**Squeezing Al3Cu: why each gigapascal buys less**

Pressure is energy per volume, so it can be counted against the stiffness of the crystal. A metal with a bulk modulus near 100 GPa loses about 1 % of its volume for the first gigapascal. If each further gigapascal took the same share of what is left, 60 GPa would remove more than 40 % of the volume of Al3Cu. The density functional calculation removes only about a quarter.

Al3Cu (P4/mmm, 4 atoms per cell), relaxed at each pressure with its symmetry kept. Changes are relative to the cell relaxed at zero pressure (a = 2.774 Å, c = 7.592 Å, 14.60 Å³ per atom); negative pressure is tension. Ansatz 0.2.0, DFT with r2SCAN, plane-wave PAW, scalar-relativistic, no spin polarisation, cutoff 500 eV, k mesh 16×16×6, Gaussian smearing of 0.1 eV.

| applied pressure (GPa) | volume change (%) | enthalpy change (eV/atom) | a change (%) | c change (%) | energy change (meV/atom) |
| --- | --- | --- | --- | --- | --- |
| -3 | 3.05 | -0.277 | 0.97 | 1.08 | 4.3 |
| 3 | -2.61 | 0.270 | -0.84 | -0.95 | 3.4 |
| 8 | -6.28 | 0.705 | -2.06 | -2.30 | 21.4 |
| 15 | -10.46 | 1.289 | -3.48 | -3.88 | 64.6 |
| 30 | -17.14 | 2.465 | -5.85 | -6.52 | 199.1 |
| 60 | -25.78 | 4.602 | -9.20 | -9.99 | 543.7 |

**The crystal hardens as it shrinks**

The volume column contains the hardening directly. Dividing each step in pressure by the relative volume lost in that step gives the mean bulk modulus over the step. It is 106 GPa between −3 and 3 GPa, and 272 GPa between 30 and 60 GPa. It rises smoothly from each interval to the next. On average the modulus gains nearly 4 GPa for every gigapascal applied: somewhat more than 4 at low pressure, and about 3.5 between the last two intervals.

The reason lies in how the energies of a metal scale with distance. Let $V$ be the volume per atom, $V_0$ its value at zero pressure, and $x=(V_0/V)^{1/3}$ the factor by which lengths have shrunk. Confining electrons raises their kinetic energy as $x^2$, while the electrostatic attraction that holds the metal together grows only as $x$. The two balance at zero pressure. Under compression the repulsive part grows faster and its lead keeps widening, so each further loss of the same share of the volume needs a larger rise in pressure.

This argument can be turned into a pressure. An energy with only these two terms and its minimum at $x=1$, measured from that minimum, must be proportional to $(x-1)^2$. Its slope with volume gives $P=3B_0(x^5-x^4)$, where $P$ is the pressure and $B_0$ the bulk modulus at zero pressure. Such an electron sea does harden, but its modulus initially gains only 3 GPa per gigapascal.

That is too little for Al3Cu. At the volume computed for 60 GPa, the electron sea with the same initial stiffness pushes back with only 50 GPa. Some steeper repulsion has to supply the rest. Theory offers two sources: conduction electrons are kept out of the ion cores, and filled shells begin to overlap. Overlap between copper d shells is expected to be the smaller one here, because neighbouring copper atoms are one $a$ apart, and even at 60 GPa this is 2.519 Å, about the distance in copper metal without pressure. The calculation gives only the total energy, so the shares remain unknown.

**A law with one constant**

A simple way to include the steeper repulsion is to measure compression by the strain $f=(x^2-1)/2$ and let the energy rise as its square:

$$\Delta E=\tfrac{9}{2}B_0V_0f^2 .$$

Here $\Delta E$ is the energy change per atom. Since $P=-dE/dV$ and $df/dV=-x^5/(3V_0)$, the pressure follows as

$$P=3B_0\,f\,(1+2f)^{5/2}.$$

This is the second-order Birch–Murnaghan equation. It has a modulus that initially gains 4 GPa per gigapascal, against 3 GPa for the electron sea. Multiplied out, its energy has a repulsive term in $x^4$ and an attractive one in $x^2$. These are not the terms of the electron sea, where $x^2$ is the repulsion. The law describes the total energy compactly, and neither term should be read as one particular force.

The constant $B_0$ belongs to small strains, so it was fitted to the three rows below 10 GPa, including the one under tension. The result is 108 GPa. This lies slightly above the 106 GPa of the interval from −3 to 3 GPa, because the crystal hardens faster near zero pressure than the law allows and the fit raises $B_0$ to compensate. The rows from 15 GPa upwards then test the law, and the raised constant makes the test somewhat lenient.

The row at 60 GPa, which took no part in the fit, can be worked by hand. The volume change of −25.78 % means $V/V_0=0.7422$, hence $x^2=0.7422^{-2/3}=1.220$ and $f=0.110$. The pressure is then $3\times108\times0.110\times1.220^{5/2}$, or about 59 GPa. Unrounded, the model falls 2.4 % short of the applied pressure. The shortfall grows steadily from 15 GPa upwards, so the real hardening in this calculation is slightly stronger than the law allows. The output printed below gives the comparison for every row.

In this law the relative volume depends only on the ratio $P/B_0$. For another metal whose modulus rises at a similar rate, and which keeps its structure, a pressure of about half its bulk modulus should therefore also remove roughly a quarter of the volume. At 3 GPa, in tension or compression, a constant modulus gives the volume change to within 10 %. At 8 GPa it already predicts a loss of 7.1 % where the calculation gives 6.3 %.

**Why the energy rises on both sides of zero**

The energy change is positive at −3 GPa as well as at 3 GPa. Zero pressure is the bottom of the energy curve, and both pulling and pushing lead uphill. The two costs are nevertheless unequal: 4.3 meV per atom under tension and 3.4 meV under compression.

This is the hardening again, seen from the other side. For small loads the stored energy is about half the pressure times the volume change. The stretched crystal is softer, so the same load moves it further, by 3.05 % against 2.61 %. More movement under the same load means more work.

**Why the enthalpy looks almost straight**

The enthalpy is $H=E+PV$. When the crystal is relaxed at each pressure, the change in $E$ is $-P\,dV$, which cancels part of the change in $PV$ and leaves $dH/dP=V$. The slope of the enthalpy column is therefore simply the volume per atom. Because the volume is positive, the enthalpy change is negative at −3 GPa and positive under compression.

A rigid crystal would give an exactly straight line. At 60 GPa the real one lies 0.87 eV per atom below that line, because it has given way. Even so, the term $PV$ makes up 88 % of the enthalpy change there.

A large enthalpy change is thus mostly the price of occupying space under pressure, and it does not mean that the compound is becoming unstable. To judge stability, one would need the enthalpies, at the same pressure, of other structures of Al3Cu and of mixtures of phases with the same overall composition. These were not computed, and the relaxations kept the symmetry of the starting cell. The rows at high pressure describe this structure whether or not a real sample would keep it. It could even be a saddle point, from which a distortion that breaks the symmetry would lead downhill. The calculation also applies to zero temperature and leaves out zero-point motion, so measured volumes and moduli would differ somewhat for that reason alone.

**Why the long axis gives more**

The crystal does not shrink quite evenly. In every row the relative change of $c$ is larger than that of $a$. Measured as logarithmic strains, the excess is 11 to 13 % up to 30 GPa.

The structure suggests where to look. Along $c$, one layer of copper is followed by three layers of aluminium. All layers must share the same $a$, but each can choose its own thickness. Copper metal is stiffer than aluminium against compression. If the layers inherit this difference, pressure would shrink a free aluminium layer more than a free copper layer. Bound to copper, the aluminium layers shrink less in the plane than they would alone, and they respond by thinning more.

The copper layer does the opposite: it has to shrink more in the plane than it would alone, and it thins less. For layers of equal shear stiffness the two effects would cancel in the total height. Only if the softer layers also shear more easily does their thinning win, so that $c$ shortens more than $a$. The shear that counts is the one that flattens a layer stacked along a cube axis of the face-centred lattice, $(C_{11}-C_{12})/2$, and in the pure metals this constant is nearly the same for copper and aluminium. Stacked plates with bulk properties would therefore be expected to shrink almost evenly, and they do not account for the excess.

The layers are in any case not in their bulk state. The shared $a$ is shorter than the neighbour distance in aluminium metal and longer than that in copper metal. The aluminium layers are thus already squeezed in the plane, where hardening should have stiffened them, and the spacing between them could be the soft part of the cell. The relaxed atomic positions show that it is. From zero pressure to 60 GPa the spacing between neighbouring aluminium layers falls from 2.106 to 1.834 Å, or 13 %, while that between copper and aluminium layers falls only from 1.690 to 1.583 Å, or 6 %. The edge $a$ lies in between, with 9 %. The excess of $c$ therefore comes from the gaps between aluminium layers. Plates with bulk properties would also thin unequally in this sense, so the spacings show where the cell gives way, but they do not prove that the squeeze in the plane is the reason.

The last step breaks the pattern. Between 30 and 60 GPa the strain of $c$ exceeds that of $a$ by only about 4 %, after 11 to 12 % in each earlier interval. Smooth hardening of the layers could let the excess fade gradually, but it gives no reason for a ratio that stays level up to 30 GPa and then drops. Incomplete relaxation does not explain it either: the small stress left over at 60 GPa is slightly higher along $c$ than along $a$, so removing it would reduce the excess further. The outputs of the runs hold one hint. The entropy term of the smearing roughly follows the number of electronic states at the Fermi level. It is 7.6 meV per cell at zero pressure, 7.5 meV at 3 and 8 GPa, 8.1 meV at 15 GPa and 8.3 meV at 30 GPa, but only 7.1 meV at 60 GPa. The number of these states thus seems to fall in the last interval. Bands widen under pressure, but at the rate of free electrons this would be expected to supply only about half of that fall, and the term rose earlier in spite of it. The edge of a band passing through the Fermi level could supply the rest, and might shift the balance between the axes. The hint is weak, because the term also jumps between 8 and 15 GPa, where the ratio of the strains hardly moves. This is not proof: the change rests on a single row, and the k mesh, the smearing and the PAW datasets were not varied. A calculation near 45 GPa with a denser mesh, including the band structure, would be the natural next step.

Numerical output:

```
fit of applied_pressure on 3 rows (abs(applied_pressure) < 10): coefficient of shape 108 +/- 0.52; rms 0.0357, worst -3 -0.0552, leave-one-out rms 0.0748
  rows outside the fit (model, value, miss): 15 14.88, 15, -0.115; 30 29.59, 30, -0.408; 60 58.54, 60, -1.46
Stiffening (modulus is the mean since the row before):
  row  modulus GPa  strain model GPa  its miss %  electron sea GPa  its miss %  volume change at constant modulus %
   -3          n/a            -3.055       1.841            -3.101       3.382                                2.817
    3        106.2             3.011      0.3694             2.971       -0.95                                -2.74
    8        130.2             7.975     -0.3169              7.72      -3.503                                -7.14
   15        153.4             14.88     -0.7684             14.08      -6.117                               -12.97
   30        193.5             29.59      -1.361             26.92      -10.26                               -24.26
   60        272.4             58.54      -2.431             50.37      -16.05                               -42.63
Last interval modulus over first interval modulus: 2.565
Enthalpy and energy per atom:
  row    PV eV  PV share of enthalpy change %  P V0 less enthalpy change eV  model energy meV  computed energy meV
   -3  -0.2817                          101.7                      0.003622             4.353                  4.3
    3   0.2662                          98.61                      0.003378             3.503                  3.4
    8   0.6832                          96.91                       0.02401             21.62                 21.4
   15    1.224                          94.95                       0.07789             64.68                 64.6
   30    2.265                          91.89                        0.2688             197.4                199.1
   60    4.058                          88.18                        0.8656             535.3                543.7
Largest gap between enthalpy change and E + PV, eV/atom: 0.0006891
Axes:
  row    c/a  c strain over a strain from zero pressure  same ratio since the row before
   -3   2.74                                      1.113                              n/a
    3  2.734                                      1.132                            1.122
    8   2.73                                      1.118                            1.109
   15  2.726                                      1.117                            1.116
   30  2.717                                      1.118                             1.12
   60  2.713                                      1.091                            1.044
c/a of four ideal fcc layers: 2.828
```
